# The Fredholm alternative and the modified Green's function of the Neumann problem

A bar whose surface passes no heat can reach a steady temperature only if its sources and sinks cancel, and even then the steady equation leaves the temperature level open. Both facts are one case of a general theorem. At each **Predict**, write down an answer before reading on.

## Premises and conventions

All functions are real on $0\le x\le L$, primes mean $d/dx$, and $\langle v,u\rangle=\int_0^L vu\,dx$. The operator is

$$\mathcal L u=-(pu')'+qu,$$

with $p>0$ continuously differentiable and $q$ continuous on the closed interval. The boundary conditions are homogeneous and separated,

$$B_0u=\alpha_0u(0)+\beta_0u'(0)=0,\qquad B_1u=\alpha_1u(L)+\beta_1u'(L)=0,$$

with neither pair $(\alpha_i,\beta_i)$ equal to $(0,0)$. The source $f$ is piecewise continuous. One theorem is taken as given: $\mathcal Lu=f$ has exactly one solution on $[0,L]$ for prescribed $u$ and $u'$ at one point. A null solution is a non-zero $\varphi$ with $\mathcal L\varphi=0$ and $B_0\varphi=B_1\varphi=0$.

## Step 1: Lagrange's identity

The product rule gives $[p(uv'-vu')]'=u(pv')'-v(pu')'$, since the two terms $pu'v'$ cancel. The terms $quv$ cancel in $v\mathcal Lu-u\mathcal Lv$, so

$$\int_0^L(v\,\mathcal Lu-u\,\mathcal Lv)\,dx=\big[p\,(uv'-vu')\big]_0^L.\tag{1}$$

**Predict.** What is the right side when $u$ and $v$ both obey the boundary conditions?

It is zero. At $x=0$ the vectors $(u,u')$ and $(v,v')$ are both perpendicular to $(\alpha_0,\beta_0)$, hence parallel, and $uv'-vu'$ is their determinant. The same holds at $x=L$. So $\langle v,\mathcal Lu\rangle=\langle\mathcal Lv,u\rangle$: the problem is self-adjoint. If a null solution $\varphi$ exists and $\mathcal Lu=f$, then $\langle\varphi,f\rangle=\langle\mathcal L\varphi,u\rangle=0$. Orthogonality is necessary.

## Step 2: orthogonality is also sufficient

Define two functions by initial values. Let $\mathcal L\varphi=0$ with $\varphi(0)=\beta_0$, $\varphi'(0)=-\alpha_0$. It is non-zero and obeys $B_0\varphi=0$. Any homogeneous solution that obeys $B_0$ has initial data parallel to these and, by uniqueness, is a multiple of $\varphi$. Let $\mathcal Lw=f$ with $w(0)=w'(0)=0$. Every solution of $\mathcal Lu=f$ with $B_0u=0$ differs from $w$ by a homogeneous solution obeying $B_0$, so $u=w+c\varphi$. One condition remains:

$$B_1w+c\,B_1\varphi=0.\tag{2}$$

**Predict.** Equation (2) is one linear equation for one number $c$. List its cases.

*Case A*, $B_1\varphi\ne0$. No null solution exists, and $c=-B_1w/B_1\varphi$ gives exactly one $u$ for every $f$.

*Case B*, $B_1\varphi=0$. Now $\varphi$ is a null solution, the only one up to a factor. Equation (2) holds for every $c$ if $B_1w=0$ and for none otherwise. To express $B_1w$ through $f$, put $u=w$, $v=\varphi$ in (1). The lower limit vanishes because $w(0)=w'(0)=0$. At the upper limit $(\varphi,\varphi')$ is perpendicular to $(\alpha_1,\beta_1)$, so it equals $\mu(\beta_1,-\alpha_1)$, and $\mu\neq0$ because uniqueness would otherwise force $\varphi\equiv0$. Then $w\varphi'-\varphi w'=-\mu(\alpha_1w+\beta_1w')$ at $x=L$, and

$$\langle\varphi,f\rangle=-\mu\,p(L)\,B_1w.$$

Since $\mu\,p(L)\ne0$, $B_1w=0$ exactly when $\langle\varphi,f\rangle=0$. This is the **Fredholm alternative**: either there is no null solution and $\mathcal Lu=f$ has one solution for every $f$, or there is one, and $\mathcal Lu=f$ is solvable if and only if $f$ is orthogonal to it, the solution being fixed up to a multiple of $\varphi$.

## Step 3: where the adjoint enters

Take $\mathcal Mu=-au''-bu'+c_0u$ with continuous coefficients, $a>0$ and the same boundary conditions. Set $p=\exp\int_0^x(b/a)\,dx'$ and $\rho=p/a$. Then $p'=\rho b$, and $\rho\,\mathcal Mu=-(pu')'+\rho c_0u$ has the form $\mathcal Lu$. So $\mathcal Mu=f$ means $\mathcal Lu=\rho f$.

**Predict.** To which function must $f$ be orthogonal?

To $\psi=\rho\varphi$, not to $\varphi$. This $\psi$ satisfies $\langle\psi,\mathcal Mu\rangle=\langle\varphi,\mathcal Lu\rangle=0$ for every admissible $u$, which defines a null solution of the adjoint problem. For $\mathcal Mu=-u''-bu'$ with constant $b$ and $u'(0)=u'(L)=0$, one has $\varphi=1$ and $\psi=e^{bx}$. Integration by parts gives

$$\langle\psi,\mathcal Mu\rangle=\big[-\psi u'+(\psi'-b\psi)u\big]_0^L+\langle-\psi''+b\psi',u\rangle,$$

so the adjoint problem is $-\psi''+b\psi'=0$ with the different end condition $\psi'=b\psi$, and $e^{bx}$ obeys both.

## Step 4: the Neumann problem has no ordinary Green's function

Now take $p=1$, $q=0$:

$$-u''=f,\qquad u'(0)=u'(L)=0.\tag{3}$$

The homogeneous solutions are $c_1+c_2x$, and the end conditions leave the constant. This is case B with $\varphi=1$, and the condition is $\int_0^Lf\,dx=0$.

**Predict.** Try $-g''=\delta(x-s)$ with $g'(0)=g'(L)=0$ and $0<s<L$. What goes wrong, and what is the smallest repair?

Integration over the interval gives $g'(0)-g'(L)=1$, that is $0=1$. The repair is to remove from the delta function its component along the normalised null solution $\varphi_0=L^{-1/2}$, which is $\varphi_0(x)\varphi_0(s)=1/L$. The modified Green's function is defined by

$$-\partial_x^2G=\delta(x-s)-\frac1L,\qquad\partial_xG\big|_{0}=\partial_xG\big|_{L}=0,\qquad\int_0^LG\,dx=0.\tag{4}$$

The source now integrates to zero, and the last condition removes the free constant. The delta function stands for two matching rules: $G$ is continuous at $x=s$, and $\partial_xG$ falls by 1 there.

## Step 5: construction

Away from $s$, $\partial_x^2G=1/L$. Starting from zero slope at $x=0$, $\partial_xG=x/L$ for $x<s$. The jump makes $\partial_xG=x/L-1$ for $x>s$, which vanishes at $x=L$ without further adjustment; this is the solvability condition at work. The continuous function with slope $0$ below $s$ and $-1$ above is $-\max(x,s)$, so

$$G=\frac{x^2}{2L}-\max(x,s)+K(s).$$

**Predict.** Find $K(s)$ from the zero mean, and guess beforehand whether $G$ will be symmetric in $x$ and $s$.

The integrals are $\int_0^Lx^2/(2L)\,dx=L^2/6$ and $\int_0^L\max(x,s)\,dx=s^2+(L^2-s^2)/2=(L^2+s^2)/2$. Hence $LK=(L^2+s^2)/2-L^2/6$, $K=L/3+s^2/(2L)$, and

$$\boxed{G(x,s)=\frac L3-\max(x,s)+\frac{x^2+s^2}{2L}}\tag{5}$$

It is symmetric and has the dimension of length. Any other $K(s)$ solves the differential equation too, but is symmetric only if it differs from this one by a constant.

## Step 6: what $G$ inverts

Let $-u''=f$ with end slopes $u'(0)=a_0$, $u'(L)=a_L$ and mean $\bar u$. Integrating the equation gives the compatibility condition $\int_0^Lf\,dx=a_0-a_L$. Apply (1) with $v=G$ separately on $[0,s]$ and $[s,L]$, where $-\partial_x^2G=-1/L$, and add. The left sides give $\int Gf\,dx+\bar u$. On the right, $u\,\partial_xG$ vanishes at both ends and leaves $u(s)[\partial_xG(s^-)-\partial_xG(s^+)]=u(s)$, while $-Gu'$ is continuous at $s$ and leaves only its end values. Therefore

$$u(s)=\bar u+\int_0^LG(x,s)f(x)\,dx+a_L\,G(L,s)-a_0\,G(0,s).\tag{6}$$

This shows what a solution must look like. The converse needs a direct test.

**Predict.** Define $U(x)=\int_0^LG(x,s)f(s)\,ds$ for an $f$ with mean $\bar f\ne0$. Which equation does $U$ solve?

Since $\partial_xG=x/L-1$ for $s<x$ and $x/L$ for $s>x$,

$$U'(x)=x\bar f-\int_0^xf\,ds,\qquad-U''=f-\bar f.$$

Also $U'(0)=U'(L)=0$, and $\bar U=0$ by the last condition of (4). So $U$ solves (3) when $\bar f=0$, and all solutions are $U$ plus a constant. For $\bar f\neq0$ the formula still returns a function, but it answers a different question, with the mean of the source removed.

## Step 7: the cosine series

For $-u''=\lambda u$ with zero end slopes, $\lambda=\int u'^2dx/\int u^2dx\ge0$, and the solutions are $\cos(n\pi x/L)$ with $\lambda_n=(n\pi/L)^2$, $n=0,1,2,\dots$ For fixed $s$ the even, $2L$-periodic extension of $G$ is continuous and piecewise smooth, so its cosine series $\sum_nA_n(s)\cos(n\pi x/L)$ converges uniformly to it. The zero mean gives $A_0=0$, and $A_n=(2/L)\int_0^LG\cos(n\pi x/L)\,dx$ for $n\ge1$.

**Predict.** Obtain $A_n$ from (6) with no further integration.

Insert $u=\cos(n\pi x/L)$, for which $\bar u=a_0=a_L=0$ and $f=\lambda_nu$. Equation (6) gives $\int_0^LG\cos(n\pi x/L)\,dx=\cos(n\pi s/L)/\lambda_n$, and so

$$G(x,s)=\sum_{n=1}^\infty\frac{2L}{(n\pi)^2}\cos\frac{n\pi x}L\cos\frac{n\pi s}L.\tag{7}$$

This is the eigenfunction expansion $\sum\varphi_n(x)\varphi_n(s)/\lambda_n$, with $\varphi_n=\sqrt{2/L}\cos(n\pi x/L)$ and the term $\lambda_0=0$ left out. At $x=s=0$, (5) gives $L/3$ and (7) gives $(2L/\pi^2)\sum n^{-2}$, so $\sum n^{-2}=\pi^2/6$. Stopping at $n=N$ leaves a remainder below $2L/(\pi^2N)$, because $\sum_{n>N}n^{-2}<1/N$.

## Step 8: the heat equation explains both conventions

A bar has cross-section $A$, conductivity $k$, heat capacity per volume $C$ and heat input per length $\sigma(x)$, with total $Q=\int_0^L\sigma\,dx$. With all surfaces insulated, $CA\,\partial_tT=kA\,\partial_x^2T+\sigma$. Integration over the bar gives $CAL\,d\bar T/dt=Q$. Write $T=\bar T(t)+\theta$. Each cosine component of $\theta$ relaxes with time constant $C/(k\lambda_n)$, the slowest being $\tau_1=CL^2/(\pi^2k)$, and what remains obeys $-kA\theta''=\sigma-Q/L$ with zero mean:

$$\theta(x)=\frac1{kA}\int_0^LG(x,s)\,\sigma(s)\,ds.\tag{8}$$

The term $-1/L$ in (4) is the heat stored in uniform warming. For $Q=0$ the mean is conserved, so a bar that starts uniform at $T_0$ ends at $T_0+\theta$.

**Predict.** The side wall, of perimeter $\ell$, now leaks with heat-transfer coefficient $h$ to surroundings at $T_a$. Which case of the alternative applies?

Case A. The operator becomes $-d^2/dx^2+m^2$ with $m^2=h\ell/(kA)$, and all eigenvalues $\lambda_n+m^2$ are positive. Joining the solutions that obey each end condition gives, with $x_<=\min(x,s)$ and $x_>=\max(x,s)$,

$$G_m=\frac{\cosh mx_<\,\cosh m(L-x_>)}{m\sinh mL}.$$

Its slope falls by $[\sinh ms\cosh m(L-s)+\cosh ms\sinh m(L-s)]/\sinh mL=1$ at $s$, as required. For small $mL$ the numerator is $1+m^2[x_<^2+(L-x_>)^2]/2$ and the denominator is $m^2L(1+m^2L^2/6)$, so

$$G_m=\frac1{m^2L}+\frac{x_<^2+(L-x_>)^2}{2L}-\frac L6+O(m^2L^3)=\frac1{m^2L}+G+O(m^2L^3).$$

The modified function is the finite part left when the diverging null-mode term is removed. That term sets the steady mean, $\bar T-T_a=Q/(h\ell L)$, approached with time constant $\tau_0=CA/(h\ell)$. Mode $n\ge1$ is only multiplied by $\lambda_n/(\lambda_n+m^2)$, a relative change below $(mL/\pi)^2$.

## Range of validity

The proof of the alternative needs a finite interval, $p>0$ up to both ends, and separated homogeneous boundary conditions. Periodic conditions can have two independent null solutions, and $f$ must then be orthogonal to both. On an infinite interval or at a singular end the theorem cannot be assumed. Formulas (5) and (7) need constant $p$, $q=0$ and two Neumann ends. With a position-dependent conductivity the null solution is still the constant and the balance condition survives, but $G$ changes. Point sources are admitted as limits of narrow ones, since $G$ is continuous. For a bar, (8) describes the cross-sectional mean temperature and needs constant $k$ and $C$, times long against $\tau_1$, and $(mL/\pi)^2\ll1$. The level $\bar T$ stays at its initial value only while the net heat gained or lost is negligible.

## Illustration: an insulated copper bar

Take $L=0.30$ m and a square section of side $d=10$ mm, so $A=1.0\times10^{-4}$ m² and $\ell=0.040$ m. A heater delivers $P=6.0$ W at $s_1=0.05$ m, and a cooler removes the same power at $s_2=0.20$ m. The bar starts uniform at 293 K. The inputs $k\approx400$ W m⁻¹ K⁻¹ and $C\approx3.45\times10^6$ J m⁻³ K⁻¹ are typical of pure copper near room temperature. Then $kA=0.040$ W m K⁻¹, $P/(kA)=150$ K m⁻¹ and $\tau_1=79$ s.

**Predict.** Sketch $\theta(x)$ from the heat flow alone. Where is it flat, and which end lies further from the starting temperature?

With $\sigma=P[\delta(x-s_1)-\delta(x-s_2)]$ the terms $L/3$ and $x^2/(2L)$ cancel in (8):

$$\theta=\frac P{kA}\Big[\max(x,s_2)-\max(x,s_1)+\frac{s_1^2-s_2^2}{2L}\Big].$$

The last term is $-0.0625$ m. For $x<s_1$ the bracket is $0.15-0.0625=0.0875$ m and $\theta=13.1$ K. For $x>s_2$ it is $-0.0625$ m and $\theta=-9.4$ K. No heat flows in these end sections, so they are flat. Between them $\theta$ falls linearly by $P(s_2-s_1)/(kA)=22.5$ K and crosses zero at $x_0=0.1375$ m. The hot section is the shorter one and must lie further from the mean. Series (7) gives for $\theta(0)$ the partial sums 12.5, 14.7 and 13.7 K at $N=1,2,3$, closing slowly on 13.1 K because of the kinks.

The zero mean has a mechanical consequence. A free bar has axial strain $\alpha\theta$, with $\alpha=16.5\times10^{-6}$ K⁻¹ measured at 293 K (compiled value, Kaye and Laby Online, NPL). For constant $\alpha$ its total length change $\alpha\int_0^L\theta\,dx$ is zero. The part left of $x_0$ has $\int_0^{x_0}\theta\,dx=1.23$ K m and lengthens by 20 µm, and the rest shortens by as much.

The neglected effects have these sizes.

- **Finite heater and cooler.** Uniform sources of width $w_s$ replace $s^2$ by its average $s^2+w_s^2/12$ and leave $\max(x,s)$ unchanged outside them. For equal widths the end temperatures do not change.
- **Heat entering through one face.** A pad of 10 mm × 10 mm carries $j=6.0\times10^4$ W m⁻². If axial conduction drains this evenly over the thickness, the transverse profile solves (4) with $L\to d$, and the face lies $jd/(3k)=0.5$ K above the sectional mean. This is the estimate for a long pad; a short one gives less.
- **Variation of $k$.** A typical relative slope of magnitude $2\times10^{-4}$ K⁻¹ changes $k$ by under half a per cent along the bar.
- **Side loss.** An assumed $h=1.0$ W m⁻² K⁻¹ through the insulation to surroundings at 293 K gives $m^2=1.0$ m⁻² and $(mL/\pi)^2=0.009$. With $G_m$ the end values become 13.0 K and $-9.3$ K.
- **Imbalance.** Let the heater exceed the cooler by 1 per cent, $Q=0.060$ W. With perfect insulation no steady state exists, and the bar warms at $Q/(CAL)=5.8\times10^{-4}$ K s⁻¹, or 2.1 K per hour. With the leak, $h\ell L=0.012$ W K⁻¹, the mean settles 5.0 K higher with $\tau_0=2.4$ h, and the whole bar lengthens by 25 µm.

The shape of the profile is robust at the level of one per cent, while its level is not: a one per cent violation of the solvability condition shifts every temperature by 5.0 K, comparable to the 9.4 K depression of the cold end. These numbers are the model's. The profile scales as $1/k$, and the shift of the level scales as $1/h$, which was assumed.